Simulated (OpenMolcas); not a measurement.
## A ladder of methods for CH4AlIn (SMILES [CH2]1[AlH][InH]1)

The species is CH4AlIn (7 atoms), meant as a singlet with charge 0. SMILES: `[CH2]1[AlH][InH]1`. The coordinates come from a PBE0-D4/def2-TZVP relaxation.

Quantity: the HOMO–LUMO gap, in eV. The values are calculated.

| level | kind | program | value (eV) | CPU time |
| --- | --- | --- | --- | --- |
| HF/def2-SVPD (core potential) | Hartree–Fock | OpenMolcas | 7.81 | 16 s |
| SVWN5/def2-SVPD (core potential) | LDA | OpenMolcas | 1.96 | 32 s |
| BLYP/def2-SVPD (core potential) | GGA | OpenMolcas | 1.99 | 45 s |
| PBE/def2-SVPD (core potential) | GGA | OpenMolcas | 2.03 | 42 s |
| revPBE/def2-SVPD (core potential) | GGA | OpenMolcas | 2.06 | 41 s |
| M06-L/def2-SVPD (core potential) | meta-GGA | OpenMolcas | 2.31 | 51 s |
| PBE0/def2-SVPD (core potential) | global hybrid | OpenMolcas | 3.54 | 36 s |
| B2PLYP/def2-SVPD (core potential) | double hybrid | OpenMolcas | 5.11 | 31 s |

The values span 1.96 to 7.81 eV. Orbital gaps aren't excitation energies, and those of double hybrids come from the SCF part alone; they tend to grow with the share of exact exchange. CPU times are rough (shared hosts, several kinds of processor): they show what a rung costs within a factor of a few.

The gap of this ring depends far more on how exchange is treated than on the choice of semilocal functional. The LDA and the GGAs lie between 1.96 and 2.06 eV, and M06-L reaches only 2.31 eV, whereas PBE0 gives 3.54 eV and Hartree–Fock 7.81 eV. Both hybrids fall close to a linear interpolation between their parent GGA and Hartree–Fock, probably because nonlocal exchange lowers the occupied levels while leaving the virtual ones without a comparable attraction.

The frontier orbitals themselves can be inferred from the bonding. Aluminium and indium each form three electron-pair bonds in the drawn structure, which leaves a formally vacant p orbital on each metal. The LUMO is therefore probably an in-phase combination of these orbitals, and the HOMO largely the Al–In σ bond, which is weakly held because both metals are electropositive and their valence orbitals diffuse. The gaps don't establish whether the closed-shell ring is preferred over a triplet or a hydrogen-bridged isomer.
